# Shear and breathing modes of an N-layer stack

## 1. Premises and conventions

Atomic units ($\hbar=m_e=e=4\pi\varepsilon_0=1$), so $\omega$ is numerically an energy in hartree. The stacking axis is $z$; layers are $n=1,\dots,N$ from the bottom.

- **P1, rigid layers.** Layer $n$ moves as a whole by $\mathbf u_n$. The in-plane wavevector is zero ($\Gamma$ point of the two-dimensional zone). All layers have mass $\mu$ per unit area.
- **P2, harmonic nearest-neighbour coupling.** The energy per unit area is quadratic in $\mathbf u_{n+1}-\mathbf u_n$, with the same force-constant tensor $\mathsf K$ at every gap.
- **P3, free stack.** No substrate, no cap.
- **P4, structure.** 2H-MoS$_2$. With in-plane sites $A=(\tfrac13,\tfrac23)$, $B=(\tfrac23,\tfrac13)$, $C=(0,0)$, odd layers have S, Mo, S on $A,B,A$ and even layers on $B,A,B$.

Per in-plane cell of area $A_c$: $M=\mu A_c$, $k=KA_c$, and $k/M=K/\mu$.

## 2. Symmetry of the stack

The stack is periodic in two directions and finite in the third, so its symmetry group is a layer group. At $\Gamma$ lattice translations act as the identity, and only the point group matters.

For every $N$, threefold axes pass through $A$, $B$, $C$, and vertical mirrors contain these sites. This gives $C_{3v}$, which maps each layer onto itself. Any further operation must send $z\to-z$ and layer $n$ to $N+1-n$.

- **Even $N$.** Layers $n$ and $N+1-n$ have opposite orientation. Inversion through $C$ in the central gap exchanges $A$ and $B$ and maps one onto the other. A horizontal mirror keeps the sites and fails. Point group $D_{3d}$, layer group $p\bar3m1$.
- **Odd $N$.** Layers $n$ and $N+1-n$ have the same orientation. The central Mo plane is a mirror $\sigma_h$. Inversion would exchange the S and Mo sites of the central layer and fails. Point group $D_{3h}$, layer group $p\bar6m2$.

## 3. Reduction to scalar chains

$\mathsf K$ is symmetric, being a second derivative with respect to one relative displacement, and it commutes with $C_3$. The elements $(K_{xz},K_{yz})$ form an in-plane vector invariant under $C_3$, hence zero. A $2\times2$ block commuting with a rotation by $2\pi/3$ is a multiple of the unit matrix plus an antisymmetric part; symmetry of $\mathsf K$ removes the latter. So $\mathsf K=\mathrm{diag}(K_\parallel,K_\parallel,K_\perp)$, and $x$, $y$, $z$ decouple: two degenerate shear chains ($K=K_\parallel$) and one breathing chain ($K=K_\perp$). For each,

$$L=\tfrac12\mu\sum_{n=1}^{N}\dot u_n^2-\tfrac12K\sum_{n=1}^{N-1}(u_{n+1}-u_n)^2 .\tag{1}$$

With $u_n\propto e^{-i\omega t}$ the inner layers obey

$$\mu\omega^2u_n=K\,(2u_n-u_{n+1}-u_{n-1}).\tag{2}$$

The end layers obey $\mu\omega^2u_1=K(u_1-u_2)$ and $\mu\omega^2u_N=K(u_N-u_{N-1})$. These are (2) at $n=1$ and $n=N$ if fictitious layers satisfy

$$u_0=u_1,\qquad u_{N+1}=u_N .\tag{3}$$

## 4. Solution of the free chain

1. Try $u_n=\cos[q(n-\tfrac12)]$, with $q$ the phase advance per layer. It is even about $n=\tfrac12$, so $u_0=u_1$ holds for any $q$.
2. Since $u_{n+1}+u_{n-1}=2\cos q\;u_n$, equation (2) gives $\mu\omega^2=2K(1-\cos q)=4K\sin^2(q/2)$.
3. The upper condition reads $u_{N+1}-u_N=-2\sin(qN)\sin(q/2)=0$, met by $q_j=j\pi/N$.
4. For $j=0,\dots,N-1$ the vector is nonzero, because $u_1=\cos(j\pi/2N)>0$, and the $N$ eigenvalues are distinct, because $\sin^2(q/2)$ increases strictly on $[0,\pi)$. An $N\times N$ matrix has no further eigenvalues, so the set is complete.
5. Normalisation: $\cos^2\theta=\tfrac12(1+\cos2\theta)$, and $\sum_{n=1}^N\cos[q(2n-1)]=\sin(2Nq)/(2\sin q)=0$ at $q=q_j$, $1\le j\le N-1$. Hence $\sum_n u_n^2=N/2$.

The mode $j=0$ is the free translation. The $N-1$ vibrations of each chain are

$$u_n^{(j)}=\sqrt{\frac2N}\cos\frac{j\pi(n-\frac12)}{N},\qquad \omega_j=2\sqrt{\frac K\mu}\,\sin\frac{j\pi}{2N},\qquad j=1,\dots,N-1 .\tag{4}$$

**Bulk and bilayer.** In the infinite chain, $q=\pi$ (neighbouring layers in antiphase) has $\omega_{\rm bulk}=2\sqrt{K/\mu}$. The 2H cell holds two layers, so this mode lies at the bulk $\Gamma$ point. The bilayer has $N=2$, $j=1$: $\omega_{\rm bi}=2\sqrt{K/\mu}\,\sin(\pi/4)=\sqrt{2K/\mu}$. Therefore

$$\omega_j=\omega_{\rm bulk}\sin\frac{j\pi}{2N},\qquad \omega_{\rm bulk}=2\sqrt{K/\mu}=\sqrt2\,\omega_{\rm bi}.\tag{5}$$

A bilayer layer feels one spring and a bulk layer two, hence the factor 2 in $\omega^2$.

**Consequences.** $\omega_j^2+\omega_{N-j}^2=\omega_{\rm bulk}^2$. The sum $\sum_j\omega_j^2=2(N-1)K/\mu$ is the trace of the dynamical matrix. For even $N$ the mode $j=N/2$ sits at $\omega_{\rm bi}$. For $j\ll N$, $\omega_j\simeq j\pi v/(Nd)$ with layer period $d$ and $v=d\sqrt{K/\mu}$: standing sound waves in a plate of thickness $Nd$, too high by the fraction $(j\pi/2N)^2/6$. With density $\mu/d$, the modulus is $(\mu/d)v^2=Kd$, which is $C_{33}$ for breathing and $C_{44}$ for shear.

## 5. Layer-reversal parity and irreducible representations

Under $n\to N+1-n$ the argument becomes $j\pi-q_j(n-\tfrac12)$, so

$$u^{(j)}_{N+1-n}=(-1)^j\,u^{(j)}_n .\tag{6}$$

This is the parity of the amplitude pattern only. A point operation $g$ also rotates the displacement vector. Define $\eta(g)=\pm1$ by $g\hat{\mathbf z}=\eta(g)\hat{\mathbf z}$. By Section 2, $g$ fixes every layer if $\eta=+1$ and reverses their order if $\eta=-1$. By (6) the pattern is multiplied by $\eta(g)^j$ in both cases. A mode is pattern times polarisation vector, so characters multiply:

$$\chi^{\rm br}_j(g)=\eta(g)^{j}\,\eta(g)=\eta(g)^{j+1},\qquad \chi^{\rm sh}_j(g)=\eta(g)^j\,\chi_{xy}(g),\tag{7}$$

where $\chi_{xy}$ is the character of the pair $(x,y)$. The rows needed:

| $D_{3d}$ | $E$ | $2C_3$ | $3C_2'$ | $i$ | $2S_6$ | $3\sigma_d$ | basis |
|---|---|---|---|---|---|---|---|
| $A_{1g}$ | 1 | 1 | 1 | 1 | 1 | 1 | $x^2+y^2,\ z^2$ |
| $A_{2u}=\eta$ | 1 | 1 | −1 | −1 | −1 | 1 | $z$ |
| $E_g$ | 2 | −1 | 0 | 2 | −1 | 0 | $(x^2-y^2,xy),\ (xz,yz)$ |
| $E_u=\chi_{xy}$ | 2 | −1 | 0 | −2 | 1 | 0 | $(x,y)$ |

| $D_{3h}$ | $E$ | $2C_3$ | $3C_2'$ | $\sigma_h$ | $2S_3$ | $3\sigma_v$ | basis |
|---|---|---|---|---|---|---|---|
| $A_1'$ | 1 | 1 | 1 | 1 | 1 | 1 | $x^2+y^2,\ z^2$ |
| $A_2''=\eta$ | 1 | 1 | −1 | −1 | −1 | 1 | $z$ |
| $E'=\chi_{xy}$ | 2 | −1 | 0 | 2 | −1 | 0 | $(x,y),\ (x^2-y^2,xy)$ |
| $E''$ | 2 | −1 | 0 | −2 | 1 | 0 | $(xz,yz)$ |

For even $j$, $\eta^j=1$ and the mode transforms like the translation itself. For odd $j$, column-wise products give $\eta^2=A_{1g}$ or $A_1'$, $A_{2u}\otimes E_u=E_g$ and $A_2''\otimes E'=E''$.

| stack | group | breathing, odd $j$ | breathing, even $j$ | shear, odd $j$ | shear, even $j$ |
|---|---|---|---|---|---|
| even $N$ | $D_{3d}$ | $A_{1g}$ | $A_{2u}$ | $E_g$ | $E_u$ |
| odd $N$ | $D_{3h}$ | $A_1'$ | $A_2''$ | $E''$ | $E'$ |

Inversion reverses all three components, so odd $j$ is gerade for both polarisations. The mirror $\sigma_h$ reverses $z$ only, so at given $j$ shear and breathing have opposite mirror parity. Counting odd and even $j$ in $1,\dots,N-1$:

$$\Gamma_{N\ \rm even}=\tfrac N2(A_{1g}+E_g)+\left(\tfrac N2-1\right)(A_{2u}+E_u),\qquad \Gamma_{N\ \rm odd}=\tfrac{N-1}2(A_1'+A_2''+E'+E'').$$

Both have dimension $3(N-1)$.

**Bulk limit.** In $D_{6h}$ (space group $P6_3/mmc$) the alternating pattern changes sign under the $6_3$ screw and under inversion, which exchange the two layers of the cell. It is of $B_u$ type. Products with $z$ ($A_{2u}$) and $(x,y)$ ($E_{1u}$) give a $B_g$ breathing mode ($B_{1g}$ or $B_{2g}$ according to the choice of twofold axes) and an $E_{2g}$ shear mode. No linear or quadratic function is $B_g$, so the bulk breathing mode is silent; $E_{2g}$ is Raman active.

## 6. Selection rules

First-order infrared activity needs a linear basis function, non-resonant Raman activity (symmetric tensor) a quadratic one. In backscattering along $z$ only the in-plane block of the Raman tensor is probed, with linear polarisations at angles $\theta_i$, $\theta_s$ to $x$.

- $A_{1g}$, $A_1'$: tensor $\mathrm{diag}(a,a,b)$, intensity $\propto a^2\cos^2(\theta_i-\theta_s)$, zero for crossed polarisers.
- $E_g$, $E'$: the partners give amplitudes $c\cos(\theta_i+\theta_s)$ and $\pm c\sin(\theta_i+\theta_s)$. The summed intensity $c^2$ is the same for parallel and crossed polarisers. $E'$ is also infrared active.
- $E''$: Raman active through $xz$, $yz$ only, so absent in this geometry; infrared inactive.
- $A_{2u}$, $A_2''$, $E_u$: infrared only, the $A$ modes for a field along $z$.

Breathing modes are thus Raman allowed for odd $j$ at every $N$, the lowest one included; its frequency falls with $N$. Shear modes are seen in backscattering for odd $j$ at even $N$ and even $j$ at odd $N$, that is for odd $N-j$. This includes the highest one, $j=N-1$, which rises to $\omega_{\rm bulk}$.

Symmetry fixes no intensities. One added assumption does: each gap changes the in-plane polarisability by the same $\alpha'$ per unit opening. The sum over gaps telescopes,

$$a_j\propto\alpha'\,(u_N-u_1)=\alpha'\sqrt{2/N}\,\big[(-1)^j-1\big]\cos\frac{j\pi}{2N}.$$

This vanishes for even $j$, as required, and is largest for $j=1$. For $N=4$, $a_3^2/a_1^2=\tan^2(\pi/8)=0.17$, before thermal and $1/\omega$ factors.

## 7. Range of validity

**Layer compliance (P1), breathing.** Model a layer as planes S, Mo, S of masses $m,m',m$ per cell, $M=2m+m'$, joined by springs $k'$, with the gap spring $k$ acting between facing S planes. Internal coordinates: $s_n$ (S planes move by $\pm s_n$, energy $k's_n^2$) and $t_n$ (both S planes move by $t_n$ at fixed centre of mass, so each spring changes length by $t_n/r$, energy $k't_n^2/r^2$, $r=m'/M$). With $\Delta_n=u_{n+1}-u_n$ and $\Delta_0=\Delta_N=0$, gap $n$ opens by $\Delta_n-s_n-s_{n+1}+t_{n+1}-t_n$. The terms linear in the internal coordinates are $-ks_n(\Delta_n+\Delta_{n-1})-kt_n(\Delta_n-\Delta_{n-1})$. Minimising over $s_n,t_n$, valid to first order in $\epsilon=k/k'$, adds

$$-\frac{k^2}{4k'}\sum_{n=1}^N\Big[(\Delta_n+\Delta_{n-1})^2+r^2(\Delta_n-\Delta_{n-1})^2\Big].$$

For mode $j$, $\Delta_n\propto\sin q_jn$. The two combinations are then $2\cos(q_j/2)\sin[q_j(n-\frac12)]$ and $2\sin(q_j/2)\cos[q_j(n-\frac12)]$, and each squared $n$-dependent factor sums to $N/2$. Dividing by $\tfrac12k\sum\Delta_n^2$,

$$\omega_j^2=\frac{4k}{M}\sin^2\frac{q_j}2\Big[1-2\epsilon\Big(\cos^2\frac{q_j}2+r^2\sin^2\frac{q_j}2\Big)\Big].$$

With the bilayer ($q=\pi/2$) as input, (5) acquires the relative correction $-\tfrac12\epsilon(1-r^2)\cos q_j$. The mode $s$ has frequency $\omega_A=\sqrt{k'/m}$, so $\epsilon\simeq M\omega_{\rm bi}^2/(2m\omega_A^2)$.

**Second neighbours (P2).** A spring $K_2$ between layers $n\pm1$ adds $\tfrac12K_2\sum_{n=2}^{N-1}(u_{n+1}-u_{n-1})^2$. Here $u_{n+1}-u_{n-1}=-2\sqrt{2/N}\sin q_j\sin[q_j(n-\frac12)]$, and the two missing end terms reduce the sum of squared sines to $N/2-2\sin^2(q_j/2)$. To first order,

$$\frac{\delta\omega_j}{\omega_j}=\frac{2K_2}{K}\cos^2\frac{q_j}2\Big[1-\frac4N\sin^2\frac{q_j}2\Big].$$

It vanishes for the bilayer and at $q=\pi$, so $\omega_{\rm bulk}=\sqrt2\,\omega_{\rm bi}$ survives, and it reaches $2K_2/K$ for the low modes of thick stacks. The bulk-to-bilayer ratio therefore does not test P2.

**Substrate (P3).** A spring $K_s$ on layer 1 gives $\delta\omega_j^2=(K_s/\mu)\,u_1^2=(2K_s/N\mu)\cos^2(q_j/2)$ to first order, and lifts $j=0$ to $\omega^2\simeq K_s/N\mu$. The group drops to $C_{3v}$: all modes become $A_1$ or $E$, both Raman and infrared allowed.

**What is exact.** Layer compliance, $K_2$, or surface gaps modified equally on both faces preserve the point group. They shift frequencies and mix only modes of the same label. The labels and counts of Section 5 remain.

**Other limits.** The stack must be thin against the optical wavelength inside it; otherwise the light carries a phase across the layers and parity selection yields to wavevector selection. Resonant excitation admits antisymmetric tensor parts. 3R stacking has $C_{3v}$ for $N\ge2$, with (4) intact and no parity rule. At an incommensurately twisted gap the energy of rigid layers does not depend on lateral shift, so $K_\parallel=0$ there, while $K_\perp$ persists with its own value.

## 8. Illustration: breathing modes of 2H-MoS$_2$

Inputs: bilayer breathing mode near $40\ \mathrm{cm^{-1}}$, taken as given; masses 95.95 u (Mo), 32.06 u (S); typical $a=3.16$ Å, $d=6.15$ Å; approximate intralayer $\omega_A=400\ \mathrm{cm^{-1}}$. Conversions: $1\,E_h=219474.6\ \mathrm{cm^{-1}}$, $1\ \mathrm u=1822.89\,m_e$, $a_0=0.529177$ Å. Intermediates are carried unrounded.

- $\omega_{\rm bi}=1.823\times10^{-4}$, $\omega_{\rm bulk}=2.58\times10^{-4}$
- $M=160.07\ \mathrm u=2.918\times10^{5}$
- $a=5.97$, $d=11.62$, $A_c=\tfrac{\sqrt3}2a^2=30.9$
- $k=\tfrac12M\omega_{\rm bi}^2=4.85\times10^{-3}$, $K_\perp=k/A_c=1.57\times10^{-4}$
- $C_{33}=K_\perp d=1.82\times10^{-3}$, $v=d\,\omega_{\rm bi}/\sqrt2=1.50\times10^{-3}$

The atomic units are $E_h/a_0^2=1556.9$ N/m, $E_h/a_0^4=5.560\times10^{23}$ N/m³, $E_h/a_0^3=2.942\times10^{4}$ GPa and $2.188\times10^{6}$ m/s. Hence $k=7.5$ N/m per cell, $K_\perp=8.7\times10^{19}$ N/m³, $C_{33}\approx54$ GPa, $v\approx3.3$ km/s and $\omega_{\rm bulk}=57\ \mathrm{cm^{-1}}$.

Layer compliance: $\epsilon=0.025$, $r=0.60$, $1-r^2=0.64$. Frequencies from (5) shift by at most 0.8 %, downward for $j<N/2$ and upward for $j>N/2$; the modulus $C_{33}$, which goes as $\omega^2$ at $q\to0$, drops by 1.6 %. This and the two-figure input limit the table to whole wavenumbers. $K_2$ is set to zero; one bilayer frequency cannot fix it.

Breathing frequencies from (5) in cm$^{-1}$, Raman-allowed modes in bold; the bilayer entry is the input.

| $N$ | $j=1$ | $j=2$ | $j=3$ | $j=4$ | $j=5$ |
|---|---|---|---|---|---|
| 2 | **40** $A_{1g}$ | | | | |
| 3 | **28** $A_1'$ | 49 $A_2''$ | | | |
| 4 | **22** $A_{1g}$ | 40 $A_{2u}$ | **52** $A_{1g}$ | | |
| 5 | **17** $A_1'$ | 33 $A_2''$ | **46** $A_1'$ | 54 $A_2''$ | |
| 6 | **15** $A_{1g}$ | 28 $A_{2u}$ | **40** $A_{1g}$ | 49 $A_{2u}$ | **55** $A_{1g}$ |

The frequency depends on $j/N$ alone, the label on the parity of $j$: the mode at $40\ \mathrm{cm^{-1}}$ is Raman allowed for $N=2$ and $6$, and infrared only for $N=4$.